# Notes: first-order decay in a laminar capillary sampled by electrospray

## Model and groups

A solute decays irreversibly with first-order or pseudo-first-order constant $k$ in a capillary of radius $R$ and length $L$ at volume flow $Q$. The mean velocity is $\bar v=Q/\pi R^2$ and the mean residence time is $t_m=L/\bar v$. I take the inlet concentration as uniform and scale it to one, which linearity allows. The six quantities $k,L,R,Q,D,\nu$ (solute diffusivity $D$, kinematic viscosity $\nu$) involve only length and time, so four groups remain:

$$\mathrm{Da}=kt_m,\qquad \phi^2=\frac{kR^2}{D},\qquad \mathrm{Re}=\frac{2R\bar v}{\nu},\qquad \frac{L}{R}.$$

The ratio of residence time to radial diffusion time is $\varepsilon=Dt_m/R^2=\mathrm{Da}/\phi^2$. The group $\phi$ contains neither $Q$ nor $L$. A scan of length or flow moves Da and leaves $\phi$ fixed.

With $\rho=r/R$ and $s=1-\rho^2$, developed Poiseuille flow is $v=2\bar v s$. The area fraction is $ds$ and the flow fraction is $2s\,ds$, for $0<s\le1$. Writing $T=kz/\bar v$ and dropping axial diffusion,

$$2s\,\partial_Tc=\phi^{-2}\,4\,\partial_s[(1-s)\partial_sc]-c ,$$

where the operator on the right is the radial Laplacian in $\rho$ and the wall has zero flux.

## The result without diffusion

For $\phi\to\infty$ each streamline is a batch reactor with time $t_m/2s$, so $c_0=e^{-x/s}$ with $x=\mathrm{Da}/2$. I put $u=1/s$ and use $E_n(x)=\int_1^\infty e^{-xu}u^{-n}du$:

$$F=\int_0^1 2s\,e^{-x/s}ds=2E_3(x),\qquad A=\int_0^1e^{-x/s}ds=E_2(x),\qquad P=e^{-2x}.$$

$F$ is the flow-weighted outlet fraction, $A$ the cross-section average and $P$ the plug-flow value. $F$ is also the average of $e^{-kt}$ over the residence-time density $t_m^2/2t^3$, $t\ge t_m/2$, whose mean is $t_m$. Convexity (Jensen) then gives $F\ge P$ everywhere.

Electrospray consumes all the liquid that leaves the tip. With a linear ion response the signal follows the solute flux, so it reads $F$. A weakly absorbed beam that fills the whole bore would read $A$.

Integrating the transport equation over $s$ gives $dF/d\mathrm{Da}=-A$ at any $\phi$. Without diffusion this is $E_3'=-E_2$. The local apparent rate constant of a length scan is therefore

$$\kappa=-\frac{d\ln F}{d\,\mathrm{Da}}=\frac{A}{F}\quad(\text{in units of }k).$$

| Da | $F$ | $A$ | $P$ | $\kappa$ |
|---|---|---|---|---|
| 0.1 | 0.9098 | 0.8278 | 0.9048 | 0.910 |
| 0.5 | 0.6494 | 0.5177 | 0.6065 | 0.797 |
| 1 | 0.4432 | 0.3266 | 0.3679 | 0.737 |
| 2 | 0.2194 | 0.1485 | 0.1353 | 0.677 |
| 4 | 0.0603 | 0.0375 | 0.0183 | 0.623 |
| 10 | $1.76\times10^{-3}$ | $9.96\times10^{-4}$ | $4.54\times10^{-5}$ | 0.568 |

## Small Da

From $E_1=-\gamma-\ln x+x-\dots$ ($\gamma$ is Euler's constant) and $nE_{n+1}=e^{-x}-xE_n$,

$$A=1+x(\ln x+\gamma-1)+O(x^2),\qquad F=1-2x+x^2\left(\tfrac32-\gamma-\ln x\right)+O(x^3).$$

At $\mathrm{Da}=0.1$ these give 0.829 and 0.9098. $F$ starts with the plug-flow slope because the flow-weighted mean time is $t_m$. Both logarithms come from slow fluid at the wall. The layer $s<s_0$ holds a fraction $s_0$ of the area and $s_0^2$ of the flow. The area-weighted mean time $\int ds/s$ diverges, which puts the logarithm of $A$ at first order. For $F$ only the second moment $\int s\,ds/s^2$ diverges, which puts it at second order. Reaction cuts both integrals at $s\sim x$. Since $\kappa=A/F$ inherits the first-order logarithm, $\kappa\simeq1+x(\ln x+\gamma+1)$, the initial-rate region is narrow. The slope has dropped to 0.910 at $\mathrm{Da}=0.1$.

## Large Da

Setting $u=1+t/x$ and expanding $(1+t/x)^{-n}$ under the integral gives $E_n\simeq(e^{-x}/x)\,[1-n/x+n(n+1)/x^2]$. Then

$$F\simeq\frac{4}{\mathrm{Da}}e^{-\mathrm{Da}/2}\left(1-\frac{6}{\mathrm{Da}}\right),\qquad \frac FA\to2,\qquad \kappa\simeq\frac12+\frac1{\mathrm{Da}}-\frac{6}{\mathrm{Da}^2}.$$

Only the core survives. It moves at $2\bar v$ and occupies $\rho^2\lesssim1/x$ of the section, hence the halved exponent and the prefactor. The series is asymptotic and slow. At $\mathrm{Da}=10$ successive truncations give $\kappa=0.60$ and 0.54 around the exact 0.568. There $F$ exceeds $P$ by a factor of 39.

## Crossovers in Da

The slope $\kappa$ passes the midpoint $3/4$ at $\mathrm{Da}=0.86$. The curve $A$ lies below $P$ at first and crosses it at $\mathrm{Da}=1.62$, where both equal 0.197. Because $d(F-P)/d\mathrm{Da}=P-A$, the gap $F-P$ is largest at the same point, with value 0.087.

A plug-flow analysis returns a $k$ that depends on the method.

- Half-life: $F=1/2$ at $\mathrm{Da}=0.838$, giving $0.827k$. For $A$ the point is 0.535, giving $1.30k$.
- Area under the curve: $\int_0^\infty F\,d\mathrm{Da}=4E_4(0)=4/3$, giving $0.75k$. For $A$ the area is $F(0)=1$ at any $\phi$, so this estimator is exact for an area-weighted detector.
- Unweighted least squares of $e^{-a\mathrm{Da}}$ to $F$ over all Da, amplitude fixed at one: I minimise $1/2a-2\int_0^1 4s^2(1+2as)^{-1}ds$, the integral being the Laplace transform of $F$, and find $a=0.77$.

## Radial diffusion

**One exact quantity.** Let $g(\rho)=\int_0^\infty c\,dT$. Integrating the equation over $T$ gives $\phi^{-2}\nabla^2g-g=-2s$. Since $\nabla^2 s=-4$, the solution with zero wall flux is $g=2s-8/\phi^2+4I_0(\phi\rho)/[\phi I_1(\phi)]$, with $I_n$ the modified Bessel functions. Using $\int_0^1(1-\rho^2)\rho I_0(\phi\rho)d\rho=2I_2(\phi)/\phi^2$,

$$M(\phi)=\int_0^\infty F\,d\mathrm{Da}=\frac43-\frac{8}{\phi^2}+\frac{32\,I_2(\phi)}{\phi^3I_1(\phi)} .$$

Its limits are $M\simeq1+\phi^2/48$ and $M\simeq4/3-8/\phi^2+32/\phi^3$. The halfway value $7/6$ falls at $\phi=4.1$, $\phi^2\approx17$. I take this as the crossover between plug-like and segregated flow.

**Small $\phi$.** Diffusion averages the streamlines before they react. The slowest mode $c\propto e^{-\lambda T}$ has $\lambda=1-\phi^2/48$, as follows from the Taylor–Aris dispersion coefficient $R^2\bar v^2/48D$. For $\varepsilon\gtrsim1$, $F\simeq\exp[-\mathrm{Da}(1-\phi^2/48)]$.

**Large $\phi$, moderate Da.** Put $c=c_0+\phi^{-2}c_1$, so that $s\,\partial_xc_1+c_1=4\partial_s[(1-s)\partial_sc_0]$. Integrating along each streamline,

$$c_1=c_0\left[\tfrac43x^3(u^5-u^4)-2x^2(2u^4-u^3)\right],\qquad F_1=\int_0^12s\,c_1ds=-\tfrac43(x+2)e^{-x}.$$

The area under $F_1$ is $-8$, matching $M$. Yet $F_1\to-8/3$ as $x\to0$, while $F(0)=1$ exactly, so the expansion is not uniform. Near the wall the diffusion layer (Lévêque scaling) has $s\sim\varepsilon^{1/3}$ and the reacted layer has $s\sim\mathrm{Da}$. They match at $\mathrm{Da}\sim1/\phi$. Below that scale diffusion cuts the logarithms, and $\ln(1/x)$ is replaced by roughly $\tfrac13\ln(1/\varepsilon)$. The wall contribution that repairs $F_1$ starts at $+8/3\phi^2$ and has area $32/\phi^3$ by the expansion of $M$. Its width is therefore about $12/\phi$ in Da, with a large numerical factor. The offset scale $8/3\phi^2$ equals the largest gap 0.087 at $\phi^2=31$, so $2E_3$ needs $\phi^2$ well above that.

**Large $\phi$, large Da.** Here $\phi^{-2}F_1/F\to-\mathrm{Da}^2/6\phi^2$, so the segregated formula fails at $\mathrm{Da}\sim\phi$. At that point $\varepsilon\sim1/\phi$ is still small. The test $t_m\ll R^2/D$ is too weak for the tail. The reason shows in the slowest mode, which obeys $\phi^{-2}\nabla^2c-2\lambda\rho^2c=(1-2\lambda)c$. This is a two-dimensional oscillator. The trial $e^{-a\rho^2}$ solves it when $4a^2/\phi^2=2\lambda$ and $4a/\phi^2=2\lambda-1$, which gives

$$\lambda=\tfrac12\left(\phi^{-1}+\sqrt{1+\phi^{-2}}\right)^2\simeq\frac12+\frac1\phi ,$$

with the wall condition violated only by terms exponentially small in $\phi$, since $a\approx\phi/2$. The core cannot shrink below $\rho^2\sim1/\phi$, because diffusion leaks it into slower fluid. The slope $\tfrac12+1/\mathrm{Da}$ stops falling near $\mathrm{Da}\approx\phi$, and the algebraic prefactor gives way to a pure exponential.

## The remaining groups

Axial diffusion changes the decay rate by the relative amount $kD/\bar v^2$.

The parabolic profile needs an entry length, approximately $L_e\approx d\,(0.6+0.056\,\mathrm{Re})$ with $d=2R$. The entry time $L_e/\bar v=0.6\,d/\bar v+0.056\,d^2/\nu$ has a floor that no flow rate removes. The result therefore lives in the window

$$17\,\frac{D}{R^2}\ll k\ll\frac{\nu}{0.056\,d^2},$$

whose width is proportional to the Schmidt number $\nu/D$. It is open in water. In a gas the Schmidt number is typically near one and the window closes.

The uniform inlet is the most fragile assumption. At low Re the last stage of mixing is diffusive and covers $\sqrt{D/k}=R/\phi$ in one lifetime. A large $\phi$, which justifies $2E_3$, also means that the capillary cannot finish the mixing. The mixer has to deliver layers thinner than $R/\phi$.

If the spray cone acts as a stirred volume with time $t_c$, it multiplies $F$ by $1/(1+kt_c)$. In a length scan at fixed $Q$ this factor is constant and leaves $\kappa$ unchanged. In a flow scan it varies.

## Numbers for the capillary

My illustrative inputs are a 100 µm bore and $Q=60$ µL/min, with the typical values $D\approx1\times10^{-9}$ m²/s for a small solute and $\nu\approx1\times10^{-6}$ m²/s for water near room temperature. Then $\bar v=127$ mm/s, each millimetre adds 7.85 ms, $\mathrm{Re}=13$, $R^2/D=2.5$ s and $\nu/D=1000$. The entry length is 0.13 mm, or 1.0 ms, with a floor of 0.56 ms. The window runs from about 7 s⁻¹ to $1.8\times10^3$ s⁻¹.

| $k$ (s⁻¹) | $\phi^2$ | $M$ | $1/M$ |
|---|---|---|---|
| 1 | 2.5 | 1.045 | 0.957 |
| 10 | 25 | 1.197 | 0.835 |
| 100 | 250 | 1.309 | 0.764 |

At 1 s⁻¹ plug flow is the better model, and the small-$\phi$ form gives $M=1.052$. At 10 s⁻¹ neither limit holds and the full equation is needed. At 100 s⁻¹ the segregated value $1/M=0.75$ is close.

I look at $k=100$ s⁻¹ in detail, where $\phi=15.8$. The point $\mathrm{Da}=1$ is $t_m=10$ ms at $L=1.27$ mm. Without diffusion the signal halves at 8.38 ms, against 6.93 ms for plug flow. At $\mathrm{Da}=1$ the effect under study is $F-P=0.075$, and the neglected terms compare as follows.

- Radial diffusion: $F_1/\phi^2=-0.008$, or 11% of the gap. The wall contribution has width $12/\phi=0.76$ and has not died out. Assuming the shape $(8/3\phi^2)e^{-\mathrm{Da}\,\phi/12}$, which has the right height and area but is otherwise a guess, the net shift is about $-0.005$, or 7%.
- Entry flow: treating the first 1.0 ms as plug flow gives $e^{-0.1}\,2E_3(0.45)=0.432$, a shift of $-0.011$. This is a crude high estimate for a flat entering profile, as the parabola builds up gradually within $L_e$.
- Axial diffusion: $kD/\bar v^2=6\times10^{-6}$, negligible.
- Mixing: layers must be thinner than 3.2 µm. The model cannot size this term without the mixer geometry.

Both sized corrections pull toward plug flow and together remove up to a quarter of the gap, so the model supports two figures, $F\approx0.43$ to 0.44. At $\mathrm{Da}=4$ the diffusion correction is about $-5\%$ of $F$. The terminal slope is $\lambda=0.567$, approached near $\mathrm{Da}\approx\phi$, about 20 mm downstream, where the signal is long gone.

## The same window in a wet-process line

A liquid delivery line after point-of-use blending, as in wafer cleaning, scales the same way. I take a 4 mm bore, 100 mL/min, the same $D$ and $\nu$, and an illustrative bulk decay constant $k=0.1$ s⁻¹ with inert walls. Then $\bar v=133$ mm/s, $\mathrm{Re}=5.3\times10^2$, $R^2/D=4000$ s and $\phi^2=400$. A length of 1.33 m gives $\mathrm{Da}=1$. The entry length is 0.12 m, 9% of the line, the diffusion offset scale $8/3\phi^2$ is 0.007, and $M=1.317$. The dispensed liquid is flow-weighted, so the model delivers roughly 0.44 of the inlet concentration where plug flow predicts 0.37. Coiling the tube would add secondary flow and move the value toward plug flow.